Intrinsic breakdown field from the energy-space Fokker–Planck equation

1. Premises and notation

P1. Perfect crystal, uniform static field F, electron charge −e, ħ dk/dt = −eF.
P2. Conduction electrons are dilute: no Pauli blocking, no electron–electron scattering. Phonons stay at the lattice temperature T, N_ν = 1/[exp(ħω_ν/kT) − 1].
P3. Semiclassical Boltzmann equation with golden-rule electron–phonon rates.
P4. Near isotropy: direction is randomised before the field changes the energy much, so f(k) is almost constant on each energy shell.
P5. Small steps: ħω is small against E and against the energy scale of the distribution.

E is counted from the conduction-band minimum. ∫_k means Σ_bands ∫d³k/(2π)³ for one spin direction. ρ(E) = ∫_k δ(E − ε_k) is the density of states, ⟨…⟩_E = (1/ρ)∫_k δ(E − ε_k)(…) the shell average, v = ∇_k ε/ħ, a prime is d/dE. The letter g is kept for the coupling. 1 V/nm = 10 MV/cm.

2. Odd part of the distribution

Boltzmann equation:
(1) ∂f/∂t − (e/ħ) F·∇_k f = C[f].
Split f = f₀(E) + δf(k), with δf odd in k and small (P4). Take the odd part of (1).
– The field term on f₀ is −eF·v f₀′, odd because v(−k) = −v(k).
– The field term on δf is even. Its shell average enters section 3; the rest (the l = 2 harmonic) is second order in F and is dropped (size in section 8).
– ∂δf/∂t is dropped, since δf follows f₀ within τ.
– C[δf] = Σ_k′ [W(k′→k) δf(k′) − W(k→k′) δf(k)]. For quasi-elastic scattering (P5) W is symmetric and δf ∝ F·v, so C[δf] = −δf/τ with
(2) 1/τ_k = Σ_k′ W(k→k′) [1 − v′·v/v²].
τ is the momentum relaxation time. It equals the lifetime when W does not depend on the scattering angle; the in-scattering term then vanishes at any ħω.
Result:
(3) δf = eτ (F·v) f₀′.
For f₀′ < 0 the surplus moves against F, as electrons must.

3. Energy diffusion

Let n(E) = ∫_k δ(E − ε_k) f = ρ f₀. Multiply the field term by δ(E − ε_k), integrate by parts in k (the surface term vanishes by periodicity), and use ∇_k δ(E − ε_k) = −ħv ∂_E δ(E − ε_k):
∂n/∂t|field = (e/ħ)∫_k δ(E − ε) F·∇_k f = ∂_E [ e∫_k δ(E − ε) F·v f ] ≡ −∂J_F/∂E.
J_F is the flux along the energy axis, the power −eF·v summed over the shell. f₀ gives nothing by parity. Insert (3):
(4) J_F = −ρ D f₀′, D(E) = e² ⟨τ (F·v)²⟩_E.
For an isotropic or cubic band structure ⟨τ v_α v_β⟩ = δ_αβ ⟨τv²⟩/3, and
(5) D = e²F²v²τ/3.
Picture: a random walk in energy with mean-square step (eFλ)²/3 × 2 per time τ (exponential free paths, mean λ = vτ, mean square 2λ²), so that the variance grows as 2Dt. The factor 1/3 needs isotropy of the bands, which P4 does not imply. Orthorhombic polyethylene has three independent values D_α = e²F²⟨τv_α²⟩_E for F along a, b and the chain axis c.

4. Drift

Equation (4) drives f₀ = n/ρ towards a constant, so it pushes n to where ρD is larger. Use (Dn)′ = (ρD f₀)′ = (ρD)′f₀ + ρD f₀′:
(6) J_F = A n − ∂(Dn)/∂E, A(E) = (1/ρ) d(ρD)/dE.
Meaning: d/dt ∫E n dE = ∫J_F dE = ∫A n dE, because Dn vanishes at both ends. For a packet narrow in energy, d⟨E⟩/dt = A(E). So A is the mean power drawn from the field by an electron of energy E.

Parabolic band: ρ ∝ E^(1/2), v² = 2E/m, D = 2e²F²Eτ/(3m). Then
A = (2e²F²/3m) E^(−1/2) d(E^(3/2)τ)/dE = (2e²F²/3m)(3τ/2 + Eτ′),
(7) A = (e²F²τ/m) [1 + (2/3) dlnτ/dlnE].
The 1 is the Drude power. The second term arises because electrons that gain energy scatter at another rate than those that lose it.
Test: for a Maxwell f₀ and τ = τ₀(E/kT)^r, the mean of (7) is (e²F²τ₀/m)(1 + 2r/3)Γ(r + 3/2)/Γ(3/2) = (e²F²τ₀/m)Γ(r + 5/2)/Γ(5/2). This is eμF² with the usual μ = (e/m)⟨Eτ⟩/⟨E⟩.
The bracket is 1 for constant τ, 2/3 for constant mean free path (r = −1/2), 1/3 for τ ∝ 1/E. The fixed form A = e²F²τ/(3m), met in first-principles work, is the last case; used in place of 2/3 it raises the field of section 6 by √2 = 1.41.

5. Phonon terms

Coupling for N_c cells: H = N_c^(−1/2) Σ g_mnν(k,q) c†_(m,k+q) c_(n,k) (b_(qν) + b†_(−qν)), where g is the Bloch matrix element of the self-consistent potential change for the zero-point amplitude of mode qν, in eV. With |⟨N+1|b†|N⟩|² = N + 1, |⟨N−1|b|N⟩|² = N and ω_(−q) = ω_q, the golden rule gives (upper sign emission, lower absorption)
(8) W^±_(nk;qν) = (2π/ħ)(1/N_c) Σ_m |g_mnν(k,q)|² (N_qν + ½ ± ½) δ(ε_nk − ε_(m,k+q) ∓ ħω_qν).
By P4 an electron at energy E samples the whole shell, so its rate w(E;Δ) of energy jumps Δ = ∓ħω is the shell average of (8). Master equation:
∂n/∂t|ph = ∫dΔ [w(E−Δ;Δ) n(E−Δ) − w(E;Δ) n(E)].
Expand in the first argument to second order in Δ (P5): ∂n/∂t|ph = ∂(Bn)/∂E + ∂²(D_ph n)/∂E², with
(9) B(E) = ⟨ Σ_qν ħω_qν (W⁺ − W⁻) ⟩_E, D_ph(E) = ½ ⟨ Σ_qν (ħω_qν)² (W⁺ + W⁻) ⟩_E.
B is the net loss rate per electron (eV/s); as a first moment it is exact at any ħω. The same rates W⁺ + W⁻, weighted as in (2), give 1/τ.

Sum of field and phonon parts:
(10) ∂n/∂t = −∂J/∂E, J = (A − B) n − ∂[(D + D_ph) n]/∂E.
Equivalent form, by the identity used for (6): J = −ρ[(D + D_ph) f₀′ + B* f₀], B* = B + (ρD_ph)′/ρ. The zero-flux state is
(11) dln f₀/dE = −B*/(D + D_ph).
Test at F = 0, one dispersionless mode, constant g, so W^± = c(N + ½ ± ½)ρ(E ∓ ħω). To second order B = cħω[ρ − (2N+1)ħωρ′] and D_ph = ½c(ħω)²(2N+1)ρ, hence (ρD_ph)′/ρ = c(ħω)²(2N+1)ρ′ and B* = cħωρ. Then B*/D_ph = (2/ħω) tanh(ħω/2kT) → 1/kT for ħω ≪ kT: the Boltzmann distribution.

6. Criterion and scaling

From (10) a narrow packet obeys d⟨E⟩/dt = A − B. An energy where A − B turns from positive to negative is a stable point of the average electron. Von Hippel's low-energy criterion declares breakdown when no such point is left below the energy E_c at which impact ionisation sets in. This is a definition laid on (10), not a theorem of it. Write A = a(E)F²; for F along axis α, a = (e²/ρ) dT_α/dE with the transport function T_α(E) = ∫_k δ(E − ε)τv_α². With a > 0, A > B means F > F_c(E) = (B/a)^(1/2), so the lower bound of the fields that satisfy A > B throughout is
(12) F_bd = max over E ≤ E_c of [B(E)/a(E)]^(1/2),
parabolic: F_bd² = max { mB / (e²τ[1 + (2/3) dlnτ/dlnE]) }.
Inputs from first principles: ε_nk, v, ω_qν and g on dense k and q grids; there is no other parameter apart from E_c.

Cut-off. Energy conservation requires E_c ≥ Eg; E_c = Eg is the usual choice. With momentum conserved between parabolic bands at a direct gap, the three final carriers share one velocity at threshold: E_c = ħ²k²/2m_c = Eg + ħ²k²/[2(2m_c + m_v)], so E_c = Eg(2m_c + m_v)/(m_c + m_v), from Eg for heavy holes to 3Eg/2 for equal masses.

Meaning for the distribution. J = 0 in (10) reads d[(D + D_ph)n]/dE = (A − B)n. So F > F_bd means that (D + D_ph)n rises all the way to E_c. Below F_bd the distribution still has the tail (11) at E_c, and ionisation goes on at a finite rate.

Thresholds. Just above an emission threshold 1/τ gains a term ∝ (E − ħω)^(1/2), dlnτ/dlnE → −∞, and A < 0 in a narrow window. Read literally, A > B then fails at every field. P5 fails there too, and an electron crosses the window in one flight of gain ~eFλ. So B and T_α are to be smoothed over the step eFλ before (12) is applied; the same holds at van Hove kinks.

Scaling. Let g → s g for all modes, with bands and phonon frequencies fixed. By (8) every rate scales as s²: B → s²B, τ → τ/s², T_α and a → 1/s² times their values. The position of the maximum does not move. Hence
(13) F_bd² ∝ |g|⁴, F_bd ∝ |g|².
One factor |g|² comes from stronger loss, one from weaker gain. A 10 % change in g moves F_bd by 21 %. If static disorder fixes τ, only B scales and F_bd ∝ |g|.

7. Closed form for constant couplings

Model: parabolic band, dispersionless modes ν, constant g_ν, cell volume Ω. (1/N_c)Σ_q → Ω∫d³q/(2π)³ turns (8) into W_ν^± = (2π/ħ)|g_ν|²Ω(N_ν + ½ ± ½)ρ(E ∓ ħω_ν). With ρ = mk/(2π²ħ²) and v = ħk/m, ρ/v = m²/(2π²ħ³) is constant:
(14) W_ν^± = (N_ν + ½ ± ½) v(E ∓ ħω_ν)/ℓ_ν, 1/ℓ_ν = |g_ν|²Ωm²/(πħ⁴).
ℓ_ν is the spontaneous-emission length. For ħω ≪ E:
(15) 1/τ = v/λ, 1/λ = Σ(2N_ν + 1)/ℓ_ν; B = S v, S = Σħω_ν/ℓ_ν.
Then r = −1/2, A = 2e²F²λ/(3mv), and A = B gives e²F_c² = 3mv²S/(2λ) = 3ES/λ. This rises with E, so the maximum sits at the cut-off:
(16) eF_bd = (3E_c S/λ)^(1/2).
S/λ is a product of two sums, each ∝ |g|², as (13) requires. S does not depend on T and 1/λ grows with T, so F_bd rises on heating.

Tail. Neglect D_ph. D = e²F²vλ/3, so B/D is constant and (11) gives
(17) f₀ = exp(−E/Θ), Θ = e²F²λ/(3S), X ≡ E_c/Θ = (F_bd/F)².
At F_bd the scale Θ equals E_c: the whole distribution has reached the threshold.

Distance per ionisation. Inject a flux J₀ at E = 0 and absorb at E_c. Put f = f₀u; then J₀ = −ρD f₀u′ and u(E) = J₀∫_E^Ec dE′/(ρD f₀). The work of the field per passage is eFL = ∫J_F dE/J₀ = ∫A n dE/J₀, where L is the mean displacement along the force; Dn vanishes at E_c, and at 0 as E ln E. Exchange the order of integration:
eFL = ∫₀^Ec dE (ρD f₀)⁻¹ ∫₀^E (ρD)′f₀ dE′.
Here ρD ∝ E, the inner integral over the prefactor gives Θ(1 − e^(−x))/E with x = E/Θ, and
(18) eFL = Θ∫₀^X (eˣ − 1)/x dx = Θ[Ei(X) − ln X − γ],
with γ Euler's constant. For X → 0, eFL → E_c (no loss). For large X, L ∝ e^X up to powers, so 1/L ∝ exp[−(F_bd/F)²]. With prompt ionisation at E_c and restart near E = 0, 1/L estimates the electron ionisation coefficient.

8. Range of validity

(a) Near isotropy. From (3) and (17), |δf|/f₀ ≤ κ = eFλ/Θ. For E ≫ Θ the turning of v by the field is negligible, and (1) reads eFμ ∂f/∂E = −(f − f̄)/λ, with μ the cosine to the force and f̄ the isotropic source. Its solution is f ∝ e^(−E/Θ)/(1 − κμ), whose mean cosine is 1/κ − 1/artanh κ = (κ/3)(1 + 4κ²/15 + …). The higher harmonics raise D by the fraction 4κ²/15. One also needs eFλ ≪ E; at lower energy electrons stream. Forward-peaked polar scattering makes P4 harder to meet.
(b) Time scales: τ against the energy relaxation time Θ/B gives τB/Θ = λS/Θ = κ²/3.
(c) Small steps: D_ph/D = δ/Θ with δ = Σ(ħω_ν)²(2N_ν + 1)/(2ℓ_ν S). By (11), Θ → Θ + δ in the tail.
(d) Golden rule: ħ/(τE) = 2/(kλ) ≪ 1. If ħ/τ exceeds ħω, structure in B and τ on the phonon scale is washed out and only smooth ρ(E) is treated properly.
(e) Omitted: traps, amorphous regions, injection, space charge, hole multiplication, interband tunnelling, hot phonons, Joule heating, electromechanical thinning.
(f) (12) is a single-electron criterion. A film much thicker than L multiplies carriers below F_bd, so F_bd is an upper estimate of the avalanche field. A film thinner than L(F_bd) can hold more than F_bd against this mechanism.

9. Numerical illustration: crystalline polyethylene

Typical or approximate inputs: Eg ≈ 8.8 eV = E_c; interchain, nearly-free-electron conduction states, m ≈ m_e, taken isotropic; orthorhombic cell a ≈ 7.40, b ≈ 4.93, c ≈ 2.54 Å, so Ω = 92.7 Å³; two lumped modes, interchain lattice modes ħω₁ ≈ 15 meV and C–H stretch ħω₂ ≈ 0.36 eV. Assumed couplings, illustrative and not computed: ℓ₁ = 5.0 nm, ℓ₂ = 3.0 nm. By (14) these mean lumped |g₁| = 0.198 eV and |g₂| = 0.256 eV, the latter 0.091 eV for each of the eight C–H stretch branches of the two-chain cell.

T = 300 K:
2N₁ + 1 = 3.543, N₂ = 9.0×10⁻⁷
1/λ = 0.709 + 0.333 = 1.042 nm⁻¹, λ = 0.960 nm
S = 0.003 + 0.120 = 0.123 eV/nm
F_bd = (3 × 8.8 × 0.123 × 1.042)^(1/2) V/nm = 1.84 V/nm = 18.4 MV/cm.
The soft modes supply 68 % of the momentum relaxation, the stretch 98 % of the loss. At E_c: v = 1.76×10⁶ m/s, τ = 0.55 fs, A = B = 2.2×10¹⁴ eV/s.

Sensitivities of the model's value:
– full factors v(E ∓ ħω) of (14) kept in B, τ and (7): 18.2 MV/cm; A < 0 only within 16 meV above the stretch threshold (and in a like window at ħω₁), against a step eFλ = 1.8 eV;
– T = 77 K: 2N₁ + 1 = 1.233, 1/λ = 0.580 nm⁻¹, 13.7 MV/cm;
– E_c = 3Eg/2: factor 1.22; E_c = 4 eV, a typical bond energy, taken as a damage threshold: 12.4 MV/cm.

Tail, from (18):
F = 18.4 MV/cm: X = 1, Θ = 8.8 eV, integral 1.318, L = 6.3 nm, κ = 0.20
F = 9.2 MV/cm: X = 4, Θ = 2.2 eV, integral 17.67, L = 42 nm, κ = 0.40
At half of F_bd a 1 μm film spans about 24 such lengths, ample for an avalanche.

Sizes of neglected terms. 4κ²/15 = 0.011 and 0.043 for the two fields. τB/Θ = 0.013 at F_bd. δ = 0.18 eV, so D_ph/D = 0.020 and 0.080; at the lower field this cuts the exponent X from 4 to 3.7, so L there holds to one figure only. Streaming below about 2 eV does not touch the maximum in (16). At E_c, k = 1.52 Å⁻¹ and ħ/τ = 1.2 eV, ħ/(τE) = 0.14: the golden rule is usable but the broadening exceeds both phonon energies. k lies beyond the zone edge π/c = 1.24 Å⁻¹, so the parabola stands in for several real bands, and the true ρ, T_α and their anisotropy are the largest uncertainty after the couplings. The tunnelling distance Eg/eF is 4.8 nm, so interband tunnelling is negligible.

The model's result is about 18 MV/cm. Polyethylene films typically fail at roughly 5 to 8 MV/cm near room temperature, and their strength typically falls on heating. The model lies two to four times higher and has the opposite temperature trend. The direction is expected from (e) and (f); the size of the gap rests on the assumed ℓ₁ and ℓ₂.

Same formula for silicon, one optical mode, approximate inputs Eg ≈ 1.12 eV, ħω ≈ 63 meV, ℓ ≈ 7.6 nm (a length that stems from fits to ionisation rates, so no test): 2N + 1 = 1.192 at 300 K, λ = 6.4 nm, eF_bd = [3Eg ħω(2N + 1)]^(1/2)/ℓ, F_bd = 0.66 MV/cm, κ = 0.38. The model's value is about twice the typical avalanche field of lightly doped silicon, roughly 0.3 MV/cm, again on the high side as (f) implies.